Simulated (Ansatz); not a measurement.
## C3H5P: structure from calculated spectroscopic constants

These gas-phase data were calculated for one isomer of C3H5P at PBE-D3(BJ)/def2-SVP (harmonic, unscaled wavenumbers; equilibrium rotational constants with average atomic masses):

| Quantity | Value |
| --- | --- |
| rotational constants | 39.45, 2.646, 2.48 GHz |
| all wavenumbers above 1500 cm⁻¹ | 3180, 3081, 3077, 3068, 2292, 1618 |

Candidates:

(1) `C=CP=C`, a singlet
(2) `[H]/P=C/C=C`, a singlet
(3) `CCC#P`, a singlet

Which structure fits?

Candidate (2). The band at 2292 cm⁻¹ lies where the P–H stretch is expected; (1), (3) have no mode between 2250 and 2520 cm⁻¹.

The same quantities for all candidates:

```tsv
	rotational constants (GHz)	wavenumbers above 1500 cm⁻¹	E above the lowest, PBE-D3(BJ)/def2-SVP (kcal/mol)
(1)	21.31, 3.568, 3.056	3165, 3159, 3070, 3058, 3056, 1601	8.7
(2)	39.45, 2.646, 2.48	3180, 3081, 3077, 3068, 2292, 1618	4.1
(3)	25.31, 2.658, 2.481	3082, 3078, 2987, 2983, 2947, 1580	0.0
```

Harmonic stretches to hydrogen usually lie a few per cent above observed fundamentals. Each candidate is one conformer. Programs: Ansatz 0.2.0.

The rotational constants support the assignment independently of the P–H band. Candidates (2) and (3) have almost the same two smaller constants, so the largest one separates them: 39.45 against 25.31 GHz. In (2) the constants satisfy the planar-rotor relation closely, as expected for a conjugated P=C–C=C skeleton, and the large value suggests an extended chain with its heavy atoms close to the long axis. The ethyl group of (3) places hydrogens outside the heavy-atom plane and breaks that relation. Candidate (1) is also planar, but its mass distribution is more compact.

The P–H stretch lies far below the C–H stretches mainly because the bond is longer and softer; the reduced mass changes little. The band at 1618 cm⁻¹ is probably mostly C=C stretching, since a P=C stretch falls lower. The assigned isomer is not the lowest in energy, which is no objection, as the spectroscopic constants identify a structure, not its abundance. The comparison does not test the opposite configuration about P=C, which would also have a P–H stretch.
